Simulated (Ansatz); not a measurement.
# From the elastic tensor of GaSb at 15 GPa (stress–strain coefficients) to moduli and sound speeds

These are results of DFT LDA, scalar-relativistic, plane waves, PAW in Ansatz, not measurements. Settings: 420 eV plane-wave cutoff, Γ-centred 12×12×12 mesh, fixed occupations. No spin polarisation.

Symmetry: F-43m, No. 216, cubic system. Conventional cell: a = 5.702 Å, b = 5.702 Å, c = 5.702 Å, α = 90.00°, β = 90.00°, γ = 90.00°. Ga (site symmetry -43m) has 4 Sb at 2.47 Å as nearest neighbours. Sb (site symmetry -43m) has 4 Ga at 2.47 Å as nearest neighbours.

Spin–orbit coupling is left out, which matters for heavy elements. The real crystal has changed phase below this pressure. The bands were filled as in an insulator; under compression the gap may have closed between mesh points.

Relaxed-ion constants (GPa, on the Cartesian axes of the calculation):
```
149.5 104.7 104.7   0.0   0.0   0.0
104.7 149.5 104.7   0.0   0.0   0.0
104.7 104.7 149.5   0.0   0.0   0.0
  0.0   0.0   0.0  46.7   0.0   0.0
  0.0   0.0   0.0   0.0  46.7   0.0
  0.0   0.0   0.0   0.0   0.0  46.7
```

Density 6.860 g/cm³; 2 atoms in 46.35 Å³.

The values that follow are for a polycrystal of randomly turned grains, by Hill's mean where one number stands.

```json
{
 "Bulk modulus, Voigt / Reuss / Hill": "119.6 / 119.6 / 119.6 GPa",
 "Shear modulus, Voigt / Reuss / Hill": "37.0 / 32.5 / 34.8 GPa",
 "Young's modulus": "95 GPa",
 "Poisson ratio": "0.368",
 "Pugh ratio B/G": "3.44",
 "Universal anisotropy index": "0.68",
 "Longitudinal and transverse sound speeds": "4919 and 2251 m/s",
 "Debye temperature from the mean sound speed": "265 K"
}
```

Cost: 1 run of about 1.6 core-minutes, on AMD EPYC 9R45 (Zen 5) (shared hosts).

The positive shear constants and bulk modulus show that compressed zinc-blende GaSb still resists small homogeneous strains. This is compatible with metastability, since a reconstructive transition can become favourable before the lattice goes elastically soft. It doesn't establish stability against finite-wavevector phonons.

Resistance to shape change is nevertheless weak beside the bulk modulus of 119.6 GPa. Uniform compression must shorten every Ga–Sb bond, whereas tetragonal shear of the open tetrahedral network is accommodated to first order by bending bond angles, which costs much less. The shear described by the 46.7 GPa constant also stretches bonds, though internal displacement of the sublattices relieves part of that strain. This contrast makes the cubic crystal elastically anisotropic and separates the Voigt and Reuss shear moduli.

The Pugh ratio of 3.44 therefore probably reflects pressure-stiffened compression combined with soft angular forces, rather than metallic bonding. It is no evidence of ductility, which depends on dislocation motion and fracture in a directionally bonded lattice.
